## Is a bad starting determinant the reason why CCSD misses HNP by 0.2 eV?

I am looking at total energies of the bent HNP radical, each compared with the exact answer in the same small basis (full configuration interaction, FCI).

Total energies of the neutral HNP radical (doublet) from Ansatz 0.2.0 in the 6-31G basis with frozen cores, at the PBE0/def2-TZVP geometry, each less the FCI energy in the same basis. R and U mark restricted open-shell and unrestricted determinants; "valence" marks an active space of 11 electrons in 9 orbitals.

```tsv
level	this level less the reference (FCI, same basis) (meV)
RHF	5177.7
RMP2	399.6
UMP2	765.0
CISD	568.8
RCCSD	211.1
UCCSD	211.9
RCCSD(T)	43.2
UCCSD(T)	53.5
BCCD(T)	46.4
RCCSDT	29.4
UCCSDT	29.9
CISDTQ	33.7
RCCSDT(Q)	-0.9
UCCSDT(Q)	-2.4
RCCSDTQ	3.6
UCCSDTQ	3.6
CASSCF valence	1939.7
NEVPT2 valence	448.8
MRCISD valence	87.5
MRCISD+Q valence	25.4
```

The runs warn of spin contamination, and UMP2 is nearly twice as far off as RMP2. My first thought was therefore that the starting determinant is poor and that everything built on it suffers. But CISD and RCCSD start from the same determinant and use the same single and double excitations, and one is far better than the other. A colleague blames near-degeneracy and says that no single determinant will do. Which of us is right, and what would have to be added to CCSD to get the energy right?

## Answer

Start with your own suspicion, because the table tests it directly. R and U mark the determinant: restricted, which is a pure doublet here, or unrestricted, with separate orbitals for the two spins. A pure doublet has $\langle S^2\rangle = 0.75$; the unrestricted determinant used here has 0.92, so it contains some quartet. If the determinant caused the CCSD error, exchanging one for the other should change that error.

In second-order perturbation theory it does: UMP2 lies 365 meV further from the exact energy than RMP2. In CCSD the same exchange changes the error by 0.8 meV, out of about 211. The restricted runs serve as the control, since they have no contamination in their determinant and yet show the same CCSD error. Your explanation holds for MP2 and fails for CCSD.

Theory gives the reason, and a limiting case shows it most clearly. FCI contains every possible configuration, so its energy cannot depend on the determinant from which one counts excitations. CCSD comes close to this freedom because its wavefunction is $e^{T_1+T_2}\Phi_0$, where $\Phi_0$ is the determinant and $T_1$ and $T_2$ create single and double excitations. The factor $e^{T_1}$ alone turns $\Phi_0$ into another determinant with other orbitals, so the iterations can repair a poor choice. In keeping with this, the largest single excitation is about twice as strong in the unrestricted run as in the restricted one.

UMP2 has no such repair. On an unrestricted Hartree–Fock determinant the single excitations drop out at second order, and the removal of the quartet part is spread over many higher orders. Corrections computed once, after the iterations, fall in between. The triples correction written (T) leaves the two determinants 10 meV apart, while fully iterated triples bring them back to within 1 meV.

Could both determinants be equally bad? Brueckner orbitals address this, because they are chosen so that the single excitations vanish altogether. The result, BCCD(T), is 3 meV worse than RCCSD(T), so better orbitals in this sense bring no gain. One limit remains: the coupled-cluster runs did not start from the lowest unrestricted determinant, which is more contaminated still. The comparison covers the determinants that were used, and the UMP2 error belongs to one of them.

### Why the same excitations give two different errors

CISD and RCCSD differ in what they do with products of excitations. Think of hydrogen molecules so far apart that they do not interact, each with one electron pair. For a single molecule CISD is exact, since two electrons can be excited at most twice. For two molecules the exact wavefunction is a product, and it contains a part in which both pairs are excited at once. That part is a quadruple excitation: CISD forbids it, whereas CCSD generates it through the square of $T_2$ in the exponential.

This suggests a simple estimate for HNP. Let $w$ be the probability of finding the molecule in a doubly excited configuration. While it is there, CISD does not let the other electrons correlate. The energy lost is then roughly

$$\Delta E \approx w\,E_\mathrm{c},$$

where $E_\mathrm{c}$ is the size of the correlation energy that CISD does find.

The probability follows from the natural occupations of the CISD wavefunction, which say how many electrons each orbital holds on average. The five orbitals that would be full in a single determinant have together lost 0.159 electrons. If we leave aside single excitations and those that involve the unpaired electron, each excitation takes two electrons out of these orbitals, so $w \approx 0.159/2 \approx 0.08$.

The correlation energy found by CISD is the RHF error less the CISD error, $5177.7-568.8 = 4608.9$ meV. Multiplied by $w$, this gives a loss of about 367 meV. The actual gap between CISD and RCCSD is 358 meV.

No constant was fitted, and the RCCSD energy did not enter the estimate. Agreement this close is nevertheless partly luck. The formula predicts a loss even for one lone hydrogen molecule, where the true loss is zero, because it counts the excited pair among those that are prevented from correlating. In the other direction, the CISD weights are themselves too small, and a common correction for this, division by $1-w$, raises the estimate to 399 meV. What the numbers support is the size of the effect: forbidden products are enough to explain why CISD is so much worse.

The same reasoning tells you what happens with two HNP molecules far apart. Both $w$ and $E_\mathrm{c}$ roughly double, so the loss from forbidden products grows almost fourfold as long as $w$ stays small. The CCSD error merely doubles, as it should for two independent molecules. CISD therefore gets worse per molecule as the system grows, even if every molecule stays equally simple.

### What CCSD still lacks

The hydrogen analogy stops being useful at this point, and the way it fails is instructive. For separated pairs CCSD is exact, yet for HNP it is still 211 meV off. The electrons of HNP share the same region of space, so the excitation of one pair changes the field in which a third electron moves. Three electrons then move in a correlated way that no product of single and double excitations can describe. Such contributions are called connected triples.

The table shows their size. Iterated triples (RCCSDT) remove 182 meV, or 86 % of the RCCSD error. Iterated quadruples (RCCSDTQ) remove most of what is left and end within 4 meV of the exact energy. Each of these two steps cuts the error by a factor of seven to eight. That describes this molecule and is not a law, but it shows that the series built on one determinant converges well here.

The cheaper corrections deserve a careful reading. The (T) correction on the restricted determinant recovers 168 meV, most of the effect of full triples. The (Q) correction for quadruples lowers the energy by 30 meV where full quadruples lower it by 26. This overshoot is why RCCSDT(Q) lands closer to the exact energy than the more complete RCCSDTQ. It is a cancellation of errors, so do not take it as a sign of a better method.

### Is your colleague right?

Again two limits help. In a molecule described perfectly by one determinant, every natural orbital of a closed pair holds two electrons or none. In a bond pulled completely apart, the bonding orbital and its antibonding partner hold one each. In the CISD wavefunction of HNP, the most affected pair of orbitals holds 1.93 and 0.07 electrons, probably the N–P $\pi$ bond and its partner. CISD somewhat understates such shifts, but the admixture is still moderate and much nearer to the first limit.

The methods that start from several determinants give a mixed verdict. CASSCF treats all arrangements of the valence electrons in the valence orbitals exactly, and it still leaves 1.9 eV of error. Adding the rest by second-order perturbation theory (NEVPT2) ends 49 meV worse than plain RMP2. The frozen cores differ slightly between the methods, but by too little to reverse this order. So treating near-degeneracy first is no cure when the remaining correlation is handled only at second order. CASSCF may have settled on a higher solution, however, which would make its own error larger than it need be and could do the same to NEVPT2.

MRCISD, which adds single and double excitations to many valence configurations, seems to speak for your colleague: its error is 481 meV smaller than that of CISD. But a double excitation from a configuration that is already doubly excited is a quadruple excitation of the original determinant. MRCISD thus brings in near-degeneracy and higher excitations together, and its success cannot tell the two apart.

The last tens of meV show the same overlap. A small full configuration interaction, with 9 electrons in 8 orbitals, gives a correction to RCCSD(T) that the table does not include. It would supply about 32 of the 43 meV by which RCCSD(T) misses the exact energy. Most of that remainder can therefore be recovered within these eight orbitals, where a specialist in many determinants would speak of near-degeneracy and a specialist in coupled cluster of higher excitations. At this level the two specialists would be arguing about words as much as about causes.

So the choice between these determinants does not explain why CCSD stays 0.2 eV from the exact energy. Most of that error comes from the missing connected triples, and a moderate near-degeneracy may well make them larger, though nothing here isolates that share. When a run warns of spin contamination, repeat the same level from a second determinant before you blame the first. Here that check separates MP2, where the choice matters greatly, from iterated coupled cluster, where it hardly matters. Agreement between the two still does not prove that the energy is right, as the two CCSD values show. And since this basis has no polarisation functions, even an error of 4 meV against FCI says nothing about the distance from experiment.
